\section*{Root following with unconverged Davidson vectors}

Take $H$ real symmetric in a fixed orthonormal basis, unit vectors and spectral norms. Level $E$ with vector $u$ lies $g$ from all others, $H'=H+dH$, $\delta=\|dH\|$, $Q=1-uu^T$. The continued pair obeys $(H-E')u'=-dH\,u'$. Apply $Q$ and use Weyl's $|E'-E|\le\delta$; then $\sin\phi\le\delta/(g-\delta)$. Squared overlaps with orthonormal vectors sum to at most one, so $\phi<\pi/4$ identifies the root, which $\delta<g/(1+\sqrt2)$ guarantees.

Both $u$ and $u'$ were taken as exact. Davidson returns Ritz pairs $(\vartheta,x)$ and $(\vartheta',y)$ with residuals $r,r'$ of norm at most $\rho$. I assume these pairs belong to $E$ and $E'$. Uniqueness survives, since Ritz vectors of one subspace are orthonormal. The projection step changes:
\begin{equation}
(H-\vartheta)x=r,\qquad (H-\vartheta')y=r'-dH\,y .
\end{equation}
Measure energies in $g$: $d=\delta/g$, $\epsilon=\rho/g$, $\eta_0=|\vartheta-E|/g$, $\eta=|\vartheta'-E'|/g$. Applying $Q$ bounds the angles $\theta$ of $x$ and $\psi$ of $y$ from $u$:
\begin{equation}
\sin\theta\le\frac{\epsilon}{1-\eta_0},\qquad \sin\psi\le\frac{d+\epsilon}{1-d-\eta}.
\end{equation}
The Kato--Temple bound, residual squared over the distance from the Ritz value to the other levels, gives $\eta_0(1-\eta_0)\le\epsilon^2$. The new gap is at least $g-2\delta$, so $\eta(1-2d-\eta)\le\epsilon^2$, on the small branch in both cases. The angle between $x$ and $y$ is at most $\theta+\psi$. Hence $\sin\psi<\sin(\pi/4-\theta)$ suffices, that is
\begin{equation}\label{full}
\sqrt2\,(d+\epsilon)<(\cos\theta-\sin\theta)(1-d-\eta),
\end{equation}
with $\theta,\eta$ at their bounds. To first order $\theta=\epsilon$, $\eta=0$, so $d(1+\sqrt2-\epsilon)<1-(1+\sqrt2)\epsilon$. The relative change of $d$ is $[-(\sqrt2+1)+(\sqrt2-1)]\epsilon=-2\epsilon$:
\begin{equation}
\delta<\frac{g-2\rho}{1+\sqrt2}.
\end{equation}

\emph{Question: when does first order fail?} Near the limit $1-2d=(1+\sqrt2)^{-2}$, so $\eta\approx5.83\,\epsilon^2$. Expanding \eqref{full},
\begin{equation}
(1+\sqrt2)\,d_{\max}=1-2\epsilon-\Bigl(2+\frac{7}{\sqrt2}\Bigr)\epsilon^2+\dots,
\end{equation}
with a second-order coefficient of 6.95.

Now the LiF molecule, in a two-state diabatic model: a flat covalent curve, and an ionic curve $I-A-C/R$ with $C=e^2/4\pi\varepsilon_0$. The approximate inputs $I(\mathrm{Li})=5.39$~eV and $A(\mathrm{F})=3.40$~eV put the crossing at $R_c=7.24$~\AA. The coupling is $V=V_c\,e^{-\beta(R-R_c)}$. I chose $V_c=0.10$~eV to reproduce the typical gap near the crossing, $g=2V_c=0.20$~eV, and took $\beta=\sqrt{2m_eA}/\hbar=0.94$~\AA$^{-1}$ from the tail of the F$^-$ orbital. A multiple of the identity turns no vector, so we make $dH$ traceless. For an inward step $s$ from $R_c$, the tighter direction,
\begin{equation}
\delta(s)^2=\frac{C^2}{4}\Bigl(\frac1{R_c-s}-\frac1{R_c}\Bigr)^2+V_c^2\bigl(e^{\beta s}-1\bigr)^2 .
\end{equation}
This grows with $s$ and stays below $g/2$ over a safe step, so the level remains isolated along the path. Exact vectors allow $\delta=83$~meV, or $s=0.44$~\AA. With $\rho=10^{-4}\,E_h=2.7$~meV, $\epsilon=0.014$. The budget loses 2.7\,\%, or 2.3~meV, second order adds 0.13\,\%, and $s=0.43$~\AA. With a loose $\rho=10^{-3}\,E_h$, $\epsilon=0.14$. First order removes 27\,\%, while solving \eqref{full} removes 34\,\% and gives $s=0.30$~\AA. These numbers are the model's.

\emph{Question: do those lengths carry over to a CI calculation?} Not directly. There $\delta$ covers all configurations, and the orbitals move with the nuclei. For a fixed basis the fractional loss of budget does carry over, since it depends on $\rho/g$ alone.

\emph{Question: does exceeding the limit mean a wrong root?} No, the condition is sufficient only. Hold $V$ fixed and step from diabatic detuning $-\Delta$ to $+\Delta$. The mixing angle obeys $\tan2\alpha=2V/\Delta$, so the vector turns by $\arctan(\Delta/2V)$. Tracking follows the diabatic state once $\Delta>2V$. At that threshold $\delta=\Delta$ and $g=2\sqrt2\,V$, so $d=0.71$.